The lowest conduction level of SnSe₂ moves strongly along c, although the crystal is layered, because the state reaches across the gap between layers through its selenium p lobes. It climbs by 1.6 eV from Γ to A, yet falls by 0.5 eV from M to L. In a simple contact model the reversal follows from the direction in which the lobes point and from the signs with which they meet their neighbours in the next layer.

ABINIT 10.8.3 plane-wave DFT calculation of relaxed bulk SnSe₂ (P-3m1) with PBEsol, no dispersion term, spin polarisation or spin–orbit coupling, JTH PAW PBE v2.0 sp datasets, a 408.171 eV cutoff, a 6×6×4 k mesh and Fermi–Dirac smearing of 0.05 eV. Levels are counted from the valence top of the mesh.

| point a (reciprocal cell vector) | point b (reciprocal cell vector) | point c (reciprocal cell vector) | level under 4 (eV) | level under 3 (eV) | level under 2 (eV) | level under 1 (eV) | level over 1 (eV) | level over 2 (eV) |
| --- | --- | --- | --- | --- | --- | --- | --- | --- |
| 0.0000 | 0.0000 | 0.0000 | -0.529 | -0.345 | -0.345 | -0.025 | 0.860 | 3.024 |
| 0.5000 | 0.0000 | 0.0000 | -3.025 | -2.491 | -1.447 | -0.255 | 1.153 | 3.633 |
| 0.1667 | 0.1667 | 0.0000 | -3.295 | -1.328 | -1.247 | -0.175 | 1.990 | 4.863 |
| 0.3333 | 0.3333 | 0.0000 | -3.558 | -3.230 | -1.716 | -1.716 | 1.009 | 6.334 |
| 0.3333 | 0.3333 | 0.2500 | -3.923 | -3.479 | -1.022 | -1.022 | 1.609 | 5.272 |
| 0.0000 | 0.0000 | 0.5000 | -0.657 | -0.657 | -0.138 | -0.138 | 2.468 | 2.888 |
| 0.5000 | 0.0000 | 0.5000 | -2.265 | -1.974 | -0.926 | -0.758 | 0.679 | 4.041 |

Points a, b and c are fractions of the reciprocal cell vectors, with c running across the layers. In the order of the table the points are Γ, M, a point halfway from Γ to K, K, a point halfway from K to H, A and L. "Level over 1" is the lowest conduction level and "level under 1" the highest valence level at each point. Levels are numbered by energy, so a number can pass from one kind of orbital to another.

**The turning lobe**

By standard chemistry the lowest conduction band is tin 5s, antibonding with selenium 4p. Each selenium atom is bonded to three tin atoms, and its p lobe follows the sum of the three bond directions, each weighted by the phase of the tin orbital at its end. At Γ the three phases agree, the horizontal parts cancel and the lobe stands upright. At M one tin orbital has the opposite sign and the lobe leans over; at K the upright parts cancel and it lies in the plane. Since the three bonds are nearly at right angles, this model lobe keeps almost the same strength and mainly changes direction. It is a first-order picture: the lobe is fixed by the phases within the layer, whereas in the real state it can also tilt as point c changes.

Across the gap each selenium atom faces three others, 3.7 Å away. At Γ, lobes of equal sign point at each other from both sides, which is bonding and lowers the level. Going to A reverses the sign from one layer to the next, so the same contacts become antibonding and the level rises. At M two of the three contacts already carry a reversed sign, and they are the two at which the lobe points best. The sum is weakly antibonding there and turns bonding at L.

**An estimate for M to L**

Let each contact count as the square of the lobe's projection on it, with a plus sign for bonding. At Γ the projection is 1.4 on each of the three contacts, in units of one bond's share, so the sum is 3 × 1.4² ≈ 5.9. At M the lobe has a horizontal part of 1.62 and an upright part of 0.58, while a contact direction has parts of 0.60 and 0.80.

The two reversed contacts at M then have projections of ½ × 1.62 × 0.60 + 0.58 × 0.80 ≈ 0.95. The third has −1.62 × 0.60 + 0.58 × 0.80 ≈ −0.51. The sum is −0.95² − 0.95² + 0.51² ≈ −1.5, about −0.26 of the value at Γ. Applied to the Γ–A rise of 1.61 eV, this gives a fall of about 0.42 eV from M to L (0.43 eV without the rounding), against 0.47 eV in the calculation.

The fuller model also lets p orbitals overlap sideways, at minus a quarter of the head-on strength, a rough standard ratio. Its one energy scale was set by the step from Γ to A, so the steps at M and K are its tests. It gives a fall of 0.38 eV at M and a rise of 0.32 eV from K to halfway towards H. The computed rise at K is 0.60 eV, so the model has the right direction there but only about half the size.

A lobe fixed upright would do slightly better at M, with a fall of 0.54 eV, but would give no change at K. The turning of the lobe is therefore the useful part of the picture, even though the K step remains too small. The scale also assumes that the lowest conduction level at A is still the tin s state; the next level is only 0.42 eV higher. The output printed after this text lists the contact energy at each point.

**The high point between Γ and K**

The conduction level halfway from Γ to K lies 1.13 eV above Γ and also well above K. In the model the three contacts nearly cancel at this point, so the bonding that lowers Γ is lost. That accounts for roughly 0.8 eV of the height above Γ. The remainder is left to interactions within a layer, which the model omits, and to the model's own error. The drop from there to K is 0.98 eV. The model gives contact bonding about a third of it, but the computed rise of 0.60 eV from K towards H suggests a larger share, so that split stays open.

Interactions within a layer also help to decide which valley is lowest. With the modelled contact energy removed, M and L lie near 0.9 eV, far below the 1.7 eV of Γ and A. In the model, contact bonding then brings L down to 0.68 eV, the lowest conduction level in the table and 0.18 eV below Γ. The lowest level on the full mesh is another 0.02 eV down, at a point the table does not print, probably the one halfway from M to L. The modelled contact energy is zero there and a simple cosine would give about 0.92 eV, the mean of M and L. If the minimum lies there, the model explains the step from M to L but not the position of the band edge, and the 0.9 eV left at M and L still contains contact effects beyond first order.

**Why the valence top changes**

At Γ the highest valence level is single and lies 0.32 eV above a degenerate pair. At A the four highest valence levels form two pairs, so the single level has dropped by at least 0.63 eV. Symmetry identifies the pairs with horizontal p orbitals and the single level with upright ones. The natural assignment is the combination whose lobes meet with opposite signs across the gap at Γ: it is antibonding there and bonding at A, the reverse of the conduction state.

The gap at the point itself widens from 0.9 to 2.6 eV from Γ to A, almost wholly through the rise of the conduction level: the upper pair rises by 0.21 eV and takes over the top, so the highest valence level falls by only 0.11 eV. The order of the top valence levels at Γ and A is less secure than this widening, and the valence top of the mesh, the zero of the table, lies at neither point. The top pair at A is only 0.11 eV below the single level at Γ (−0.138 against −0.025 eV), and spin–orbit coupling, left out here, can split such a pair by a comparable amount. The sizes of the shifts also depend on the layer spacing, which was relaxed without a dispersion term.

For bulk SnSe₂, the practical rule is to sample the bands across the layers as well as within them. Among the printed points in the central plane, where point c is zero, Γ has the lowest conduction level, and a search that stopped there would pick the wrong valley. Including the points at half a reciprocal vector along c reveals L, 0.18 eV lower. Since the mesh minimum lies lower still and at none of the printed points, the line from M to L should be sampled between its ends as well.

The analysis program printed:

```
Lowest conduction level split by the contact model, in eV:
     row  gap at this point  contact across the gap  level without it
     0.0              0.885                  -0.804             1.664
     0.5              1.408                  0.1923            0.9607
  0.1667              2.165                 0.03084             1.959
  0.3333              2.725                 -0.3195             1.328
  0.3333              2.631              -1.956e-17             1.609
     0.0              2.606                   0.804             1.664
     0.5              1.437                 -0.1923            0.8713
Se-Se distance across the gap between layers, in A: 3.681
Conduction level, step from Gamma to A, in eV: 1.608
Conduction level, step from M to L, in eV: -0.474
Conduction level, step from K to halfway to H, in eV: 0.6
Model with turning lobe, step from M to L, in eV: -0.3845
Model with turning lobe, step from K to halfway to H, in eV: 0.3195
Same model without sideways coupling, M to L, in eV: -0.4274
Same model without sideways coupling, K to halfway to H, in eV: 0.2196
Rival with fixed upright lobe, M to L (it gives zero at K), in eV: -0.536
Conduction level halfway from Gamma to K, height above Gamma, in eV: 1.13
Part of that height from lost contact bonding in the model, in eV: 0.8348
Least fall of the single valence level from Gamma to A, in eV: 0.632
Single valence level above the pair at Gamma, in eV: 0.32
Rise of the upper valence pair from Gamma to A, in eV: 0.207
Shift of the mean of two pairs from Gamma to A if the fourth Gamma level is half a pair, in eV: 0.0395
Gap between printed edges, L over Gamma, in eV: 0.704
Conduction level at L below that at Gamma, in eV: 0.181
Conduction level at L above the lowest on the mesh, in eV: 0.022
Second conduction level above the first at A, in eV: 0.42
```
